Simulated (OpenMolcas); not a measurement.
## SiH4O (Si(OH)H3): the energy, rung by rung

SiH4O has 6 atoms, charge 0, and is taken as a singlet. As SMILES, `[H][Si]([H])([H])O`. The coordinates come from a GFN2-xTB relaxation.

```xyz
6

Si   -0.0599   -0.1150   -0.4079
O    -0.0595   -0.0919    1.2171
H     0.3273    0.6209    1.7173
H     1.3132   -0.1128   -0.9169
H    -0.7604    1.0584   -0.9332
H    -0.7606   -1.3597   -0.6764
```

Quantity: the energy change with the O2–H3 bond stretched from 0.953 to 1.667 Å, in eV. The values are calculated.

| level | kind | program | value (eV) | less FCI/STO-3G | CPU time (all runs) |
| --- | --- | --- | --- | --- | --- |
| HF/STO-3G (restricted) | Hartree–Fock | OpenMolcas | 5.37 | +2.35 | 3 s |
| SVWN5/STO-3G (restricted) | LDA | OpenMolcas | 3.50 | +0.48 | 8.6 s |
| PBE/STO-3G (restricted) | GGA | OpenMolcas | 3.26 | +0.24 | 9.4 s |
| r2SCAN/STO-3G (restricted) | meta-GGA | OpenMolcas | 3.64 | +0.62 | 12 s |
| B3LYP/STO-3G (restricted) | global hybrid | OpenMolcas | 3.65 | +0.63 | 9.7 s |
| B2PLYP/STO-3G (restricted) | double hybrid | OpenMolcas | 3.81 | +0.79 | 8.4 s |
| MP2/STO-3G (restricted) | perturbation theory | OpenMolcas | 3.95 | +0.93 | 3.2 s |
| CISD/STO-3G (restricted) | coupled cluster or CI | OpenMolcas | 3.37 | +0.35 | 3.4 s |
| FCI/STO-3G | exact in the basis | OpenMolcas | 3.02 | 0.00 | 96 s |

FCI/STO-3G is exact within its basis and frozen core, so for wave-function methods in that basis the difference is their error; functionals converge differently with the basis, so for them it is only a difference. Spin-restricted single references rise too steeply as a bond breaks, Hartree–Fock most of all. The first shape isn't each level's own minimum. The values span 3.02 to 5.37 eV. All rows use very small basis sets, so even the best lies far from the true value. Times are those of the runs behind each value, whatever else they computed, on shared processors of several kinds: orders of magnitude only.

Every approximate level makes the O–H stretch costlier than the full-CI value of 3.02 eV, and Hartree–Fock is furthest off at 5.37 eV. As the bond lengthens, the σ and σ* orbitals approach in energy and the doubly excited σ*² configuration gains weight. A single closed-shell determinant cannot include it, so it retains too much ionic character where the electrons should separate onto oxygen and hydrogen. MP2 recovers more than half of the missing correlation, but only perturbatively. CISD lets the key double excitation mix in variationally and comes closer; its remaining error probably reflects missing higher excitations.

The functionals do not improve steadily up the ladder: PBE gives the lowest value, and B2PLYP the highest. Exact exchange probably contributes to the higher hybrid values, since semilocal exchange mimics some left–right correlation, but it cannot be the whole explanation, because r2SCAN, which has none, nearly matches B3LYP. The stretch stops short of separated fragments, so these energies are not O–H dissociation energies.
